Dear colleague,

The slope of the $\pi\pi^*$ excitation energy $\Omega$ of ethylene along the C–C distance $\xi$ contains the change of the orbitals with $\xi$, yet a TDDFT program never computes that change. Here is the reason, in general and then in a three-function model.

**General statement.** Take a closed shell, real spatial orbitals ($i,j$ occupied, $a,b,c$ virtual), singlets, and an adiabatic functional without exact exchange. Let $v,f,g$ be the first three derivatives of the Hartree-plus-xc energy with respect to the total density $n$; $g$ is pure xc. With $x=X+Y$ and $y=X-Y$,

$$G=\sum_{pq}T_{pq}F_{pq}+2(\rho|f|\rho)-\Omega\,(x\cdot y-1),\qquad \rho=\sum_{jc}x_{jc}\phi_j\phi_c ,$$

where $F$ is the Kohn–Sham matrix, $T_{ab}=\tfrac12\sum_i(x_{ia}x_{ib}+y_{ia}y_{ib})$ and $T_{ij}=-\tfrac12\sum_a(x_{ia}x_{ja}+y_{ia}y_{ja})$. Stationarity in $x,y,\Omega$ gives the response equations and $G=\Omega$. But $G$ is not stationary in the orbitals, which obey $F_{ib}=0$ and orthonormality. Furche and Ahlrichs (2002) attach these conditions with multipliers:

$$L=G+\sum_{ib}Z_{ib}F_{ib}-\sum_{p\le q}W_{pq}(S_{pq}-\delta_{pq}).$$

Rotate $\phi_i\to\phi_i+\kappa\phi_b$, $\phi_b\to\phi_b-\kappa\phi_i$, so that $\delta n=4\kappa\phi_i\phi_b$. The overlaps stay fixed, $F_{jc}$ changes by $(A+B)_{jc,ib}\,\kappa$ with $(A+B)_{jc,ib}=(\varepsilon_b-\varepsilon_i)\delta_{ij}\delta_{bc}+4(jc|f|ib)$, and $G$ changes by $R_{ib}\kappa$. Hence $(A+B)Z=-R$ with

$$R_{ib}=4(ib|f|\rho_T)+4\sum_c x_{ic}(bc|f|\rho)-4\sum_j x_{jb}(ij|f|\rho)+8(ib|g|\rho\rho),$$

$\rho_T=\sum T_{pq}\phi_p\phi_q$. Neither a frequency nor $\xi$ appears on the left, and $R$ is the same for every coordinate. The remaining orbital variations fix $W$. Since $L=\Omega$ is now stationary in all its variables, only the explicit dependence on $\xi$ at fixed coefficients survives: $d\Omega/d\xi=h^\xi P-S^\xi W+$ (Hartree and xc skeleton terms), with the relaxed difference density $P=T+Z$.

**Why three functions.** With only the $2p_\pi$ functions $p_A,p_B$, symmetry fixes $\pi$ and $\pi^*$. The single rotation $\pi\to\pi^*$ is odd under exchange of the carbons, $R$ is even, and $Z=0$. One more even function lets $\pi$ change its shape. The basis is $\chi_1=(p_A+p_B)/\sqrt2$, $\chi_3=(p_A-p_B)/\sqrt2$, and a normalised even $\chi_2$ orthogonal to $\chi_1$ at every $\xi$. Then $S_{11}=1+s$, $S_{33}=1-s$, $h_{11}=h_{AA}+h_{AB}$, $h_{33}=h_{AA}-h_{AB}$.

The density functional lives on two grid points $k=A,B$, one by each carbon, with the weights absorbed so that $n_k$ is dimensionless:

$$E=2h_{ii}+\sum_k e(n_k),\qquad e(n)=\tfrac12Un^2-Cn^{4/3},\qquad n_k=2\phi_i(k)^2 .$$

The first term of $e$ is a contact Hartree energy, the second has the form of local exchange. Each $p$ function is 1 at its own point and $\tau$ at the other; $\chi_2=\beta$ at both. I choose $\chi_2$ to be the virtual orbital at the reference geometry. There $i=\pi$ has the value $\alpha=(1+\tau)/\sqrt{2(1+s)}$ at both points, $b=\chi_2$ has $\beta$, and $a=\pi^*$ has $\pm\gamma$ with $\gamma=(1-\tau)/\sqrt{2(1-s)}$.

The inputs are my own choices (energies in aJ, primes mean $d/d\xi$, 1 aJ/nm = 1 nN): $s=0.21$, $\tau=0.10$, $\beta=0.30$, $U=0.65$, $C=0.90$, $h_{AA}=-0.60$, $h_{AB}=-0.61$, $h_{22}=0.049$; $s'=-3$ nm$^{-1}$, $\tau'=-2$ nm$^{-1}$, $h_{AB}'=6$ nN, $h_{12}'=1$ nN, all other slopes zero.

**Ground state and excitation.** These give $\alpha^2=\tfrac12$, $n=1$, $\gamma^2=0.5127$, and $v=U-\tfrac43C=-0.55$, $f=U-\tfrac49C=0.25$, $g=\tfrac8{27}C=0.2667$ aJ. The condition $F_{ib}=h_{12}/\sqrt{1+s}+2v\alpha\beta=0$ sets $h_{12}=0.2567$ aJ. The orbital energies are $\varepsilon_i=h_{11}/(1+s)+2v\alpha^2=-1.55$, $\varepsilon_a=h_{33}/(1-s)+2v\gamma^2=-0.5513$ and $\varepsilon_b=h_{22}+2v\beta^2=-0.05$ aJ.

Only the pair $ia$ is odd, so $x$ and $y$ are numbers. With $\Delta=\varepsilon_a-\varepsilon_i=0.9987$ aJ and $K=2f\alpha^2\gamma^2=0.1282$ aJ, $G=t\Delta+2x^2K-\Omega(xy-1)$, where $t=(x^2+y^2)/2$. Stationarity gives $(\Delta+4K)x=\Omega y$ and $\Delta y=\Omega x$, so

$$\Omega=\sqrt{\Delta(\Delta+4K)}=1.2286\ \text{aJ}\ (7.67\ \text{eV}),\qquad x^2=\Delta/\Omega=0.8129,\qquad t=1.0215 .$$

**The Z-vector.** For the rotation $i\to b$ the third term of the general $R$ vanishes because $x_{ib}=0$. Summing the others over the two points,

$$R=8tf\alpha\beta(\gamma^2-\alpha^2)+8x^2f\alpha\beta\gamma^2+16x^2g\,\alpha^3\beta\gamma^2=0.0055+0.1768+0.1886=0.3709\ \text{aJ}.$$

The third derivative $g$ supplies 51 % of $R$. With $A+B=\varepsilon_b-\varepsilon_i+8f\alpha^2\beta^2=1.59$ aJ, $Z=-0.2333$.

**The multipliers $W$.** Scale $\phi_i\to(1+\eta)\phi_i$. Then $\delta S_{ii}=2\eta$ and $\delta n_k=4\alpha^2\eta$, and $\partial L/\partial\eta=0$ gives

$$W_{ii}=-t\varepsilon_i+4tf\alpha^2(\gamma^2-\alpha^2)+x^2\alpha^2\gamma^2(4f+8g\alpha^2)+4Zf\alpha^3\beta=1.9957\ \text{aJ}.$$

Scaling $\phi_a$ leaves $n$ alone and gives $W_{aa}=t\varepsilon_a+2x^2K=-0.3548$ aJ. Scaling $\phi_b$ gives $W_{bb}=0$. Mixing $\phi_i$ into $\phi_b$ gives $W_{ib}=Z\varepsilon_i=0.3616$ aJ, which multiplies $S^\xi_{ib}=0$.

**The gradient.** At fixed coefficients

$$h^\xi P=-t\,h_{AB}'\Big[\frac1{1-s}+\frac1{1+s}\Big]+\frac{Z\,h_{12}'}{\sqrt{1+s}},\qquad -S^\xi W=-s'\Big[\frac{W_{ii}}{1+s}-\frac{W_{aa}}{1-s}\Big].$$

The point values move as $\dot\alpha=\lambda\alpha$ and $\dot\gamma=\mu\gamma$, with $\lambda=\tau'/(1+\tau)$, $\mu=-\tau'/(1-\tau)$ and $\dot n=2n\lambda$. Differentiating $2tv(\gamma^2-\alpha^2)+2Zv\alpha\beta+4x^2f\alpha^2\gamma^2$ yields the skeleton term $c_vv+c_ff+c_gg$:

$$c_v=4t(\gamma^2\mu-\alpha^2\lambda)+2Z\alpha\beta\lambda=8.550\ \text{nm}^{-1},$$
$$c_f=\dot n\,[2t(\gamma^2-\alpha^2)+2Z\alpha\beta]+8x^2\alpha^2\gamma^2(\lambda+\mu)=0.939\ \text{nm}^{-1},$$
$$c_g=4x^2\alpha^2\gamma^2\dot n=-3.031\ \text{nm}^{-1}.$$

It is linear in $e$, so it splits into a Hartree part with $(v,f,g)=(U,U,0)$ and an exchange part with $(-\tfrac43C,-\tfrac49C,\tfrac8{27}C)$.

| term | nN |
|---|---|
| $h^\xi P$ | $-13.0360$ |
| $-S^\xi W$ | $+6.2953$ |
| Hartree skeleton | $+6.1679$ |
| xc skeleton | $-11.4436$ |
| $d\Omega/d\xi$ | $-12.0164$ |

**The same slope with perturbed orbitals.** Keep $\phi_1=\chi_1/\sqrt{1+s}$ and $\phi_a$ normalised at every $\xi$, and write $\phi_i=\phi_1\cos\theta+\chi_2\sin\theta$. The point values then have logarithmic slopes $\tilde\lambda=\lambda-s'/[2(1+s)]$ and $\tilde\mu=\mu+s'/[2(1-s)]$. At fixed $\theta=0$,

$$\partial_\xi F_{ib}=\frac{h_{12}'}{\sqrt{1+s}}-\frac{h_{12}s'}{2(1+s)^{3/2}}+2\alpha\beta\tilde\lambda(v+2nf)=1.2106\ \text{nN},$$

and the coupled-perturbed equation $(A+B)\theta'=-\partial_\xi F_{ib}$ gives $\theta'=-0.7614$ nm$^{-1}$. With $n'=2n\tilde\lambda+4\alpha\beta\theta'$,

$$\Delta'=\Big(\frac{h_{33}}{1-s}-\frac{h_{11}}{1+s}\Big)'+4v(\gamma^2\tilde\mu-\alpha^2\tilde\lambda)+2f(\gamma^2-\alpha^2)n'=-11.1350\ \text{nN},$$
$$K'=2\alpha^2\gamma^2[gn'+2f(\tilde\lambda+\tilde\mu)]+4f\alpha\beta\gamma^2\theta'=-0.3947\ \text{nN}.$$

Differentiating the square root gives $\Omega'=t\Delta'+2x^2K'=-12.0164$ nN, the value in the table.

**Comparison with the general statement.** The terms in $\theta'$ add up to $R\theta'$, and

$$R\,\theta'=-\frac{R\,\partial_\xi F_{ib}}{A+B}=Z\,\partial_\xi F_{ib}=-0.2824\ \text{nN}.$$

The direct route divides the geometry-dependent factor by $A+B$, once for each coordinate. The Lagrangian route divides $R$ by $A+B$, once for each state. For matrices the same regrouping holds because $A+B$ is symmetric; this is the Z-vector device of Handy and Schaefer (1984). Collect the terms proportional to $Z$ in the four rows of the table and you recover $Z\,\partial_\xi F_{ib}$ exactly.

Setting $Z=0$, that is using $T$ for $P$ and dropping the last term of $W_{ii}$, gives $-11.7340$ nN. The relaxation is 2.35 % of the slope here, and $-0.1436$ nN of it comes from the $g$ term of $R$. That share scales with my choices of $\beta$ and $h_{12}'$. The four decimals test an identity within the model; they are no prediction for ethylene, since the model has no $\sigma$ frame, no torsion and no second odd function for $\pi^*$ to mix with.

For your spectra the relevant force is $-d(E_0+\Omega)/d\xi$, with $E_0$ the ground-state energy including nuclear repulsion. At the ground-state minimum $dE_0/d\xi=0$, so the vertical force is $-d\Omega/d\xi$, here 12.0 nN toward a longer bond. The dominant term is $h^\xi P$: about one electron ($t$) has moved from $\pi$ to $\pi^*$, and stretching weakens the coupling $h_{AB}$ that separates them.

With best regards,
your colleague in theory